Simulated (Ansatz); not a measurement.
Si: energy along a strain

Si, Fd-3m, a = 5.431 Å (as given, not relaxed at this level: 0.7 GPa). Ansatz: r2SCAN, PAW, 500 eV, Γ-centred 10×10×10 mesh on 2 atoms, Gaussian smearing 0.05 eV; no spin polarisation. Cell vectors (Å): 0.000 2.715 2.715; 2.715 0.000 2.715; 2.715 2.715 0.000. The cell is strained by x per cent times the pattern (0 0 0 0 1 0) in the order xx yy zz yz xz xy (engineering shears), with fractional coordinates held. y is the free energy over the start, V0 = 20.023 Å³/atom. Symmetry makes y even in x.

| x (%) | y (meV/atom) |
| --- | --- |
| -2.00 | ? |
| -1.00 | 0.69 |
| 0.00 | 0.00 |
| 0.25 | 0.04 |
| 0.50 | 0.17 |
| 0.75 | 0.39 |
| 1.25 | 1.07 |
| 1.50 | 1.55 |
| 1.75 | 2.10 |

Problem. Fit y = c2 x² + c4 x⁴ to the other rows, get the stiffness along the pattern, and predict the missing energy.

Solution. Least squares on the rows shown. y = 0.6898 x² − 0.001218 x⁴. The clamped-ion stiffness p·C·p = 2 × 6.898 eV × 160.2 / 20.023 Å³ = 110 GPa, which is C55 in these axes (C44 of the cubic crystal) (second derivative at the start, which stands under stress). At x = -2.00 the fit asked for gives 2.74 meV/atom. The run gave 2.75 meV/atom, so the fit is 0.01 meV/atom too low, a small miss on the scale of the series.

The energy rises almost purely quadratically with shear, so silicon responds as a nearly harmonic solid over this range. The quartic term contributes only about as much as the last printed digit, even at the largest strain, so neither its size nor its negative sign is good evidence of softening.

The stiffness of 110 GPa lies well above the measured C44 of silicon, as expected when the two sublattices can't shift against each other. This shear lengthens two of the four tetrahedral bonds around each atom and shortens the other two, so the directional sp3 bonds are strained in length as well as in angle. In the real crystal, a relative displacement of the sublattices along the axis normal to the shear plane relieves much of the stretching and leaves more of the deformation to softer bond bending. The value is therefore the unrelaxed part of the elastic response, and its excess over experiment shouldn't be read as overbinding by the functional. How large the internal relaxation is can't be obtained from this energy curve alone.
